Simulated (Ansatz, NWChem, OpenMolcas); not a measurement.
## Strength of the C–H bond: C2H2F2 → C2HF2 + H

Species: C2H2F2 (vinylidene fluoride) `C=C(F)F`, singlet; C2HF2 `[CH]=C(F)F`, doublet; H atom, doublet. 

Shapes, held fixed at every level: PBE0-D4/def2-TZVP. Programs: Ansatz 0.2.0, NWChem 7.3.0, OpenMolcas 26.06. A level may come from different programs for different species; with the same settings they agree closely. The zero-point and thermal change to 298 K, harmonic and unscaled (PBE0-D4/def2-TZVP), is -28.9 kJ/mol.

```
               level                    kind  ΔH(298 K) (kJ/mol)
      HF/aug-cc-pVDZ            Hartree–Fock              +375.2
    BLYP/aug-cc-pVDZ                     GGA              +470.1
  revPBE/aug-cc-pVDZ                     GGA              +461.9
   PBE-D4/def2-TZVPP                     GGA              +476.4
  r2SCAN/aug-cc-pVDZ                meta-GGA              +468.0
r2SCAN-D4/def2-TZVPP                meta-GGA              +471.3
  wB97M-V/def2-TZVPP  range-separated hybrid              +494.0
   B2PLYP/def2-TZVPP           double hybrid              +487.0
```

B2PLYP/def2-TZVPP gives ΔH(298 K) = +487.0 kJ/mol; the levels span +375.2 to +494.0. The median of the levels is +470.7. Hartree–Fock misses the correlation of the pair that is broken and comes out low. No measured value is set beside it here. Spin contamination: C2HF2 (⟨S²⟩ up to 0.90). Open shells run unrestricted.

Every density functional makes this a strong C–H bond, with enthalpies from 461.9 to 494.0 kJ/mol, as expected for hydrogen on a doubly bonded carbon. The carbon orbital in the bond is close to sp2; its large s character holds the electrons near the nucleus and gives a short, strong bond. Breaking it leaves the unpaired electron in an in-plane σ orbital, orthogonal to the π system. The radical therefore gains no allyl-type resonance, and the fluorine lone pairs that conjugate with the C=C bond cannot delocalise the spin directly.

The range-separated and double hybrids lie above all the GGA and meta-GGA values, probably through their different balance of exchange and correlation. The strength of the bond is thus qualitatively secure, but the spread among functionals is too wide to fix its enthalpy to within a few kJ/mol. Whether the fluorines strengthen or weaken the bond can't be judged without the same reaction for ethene.
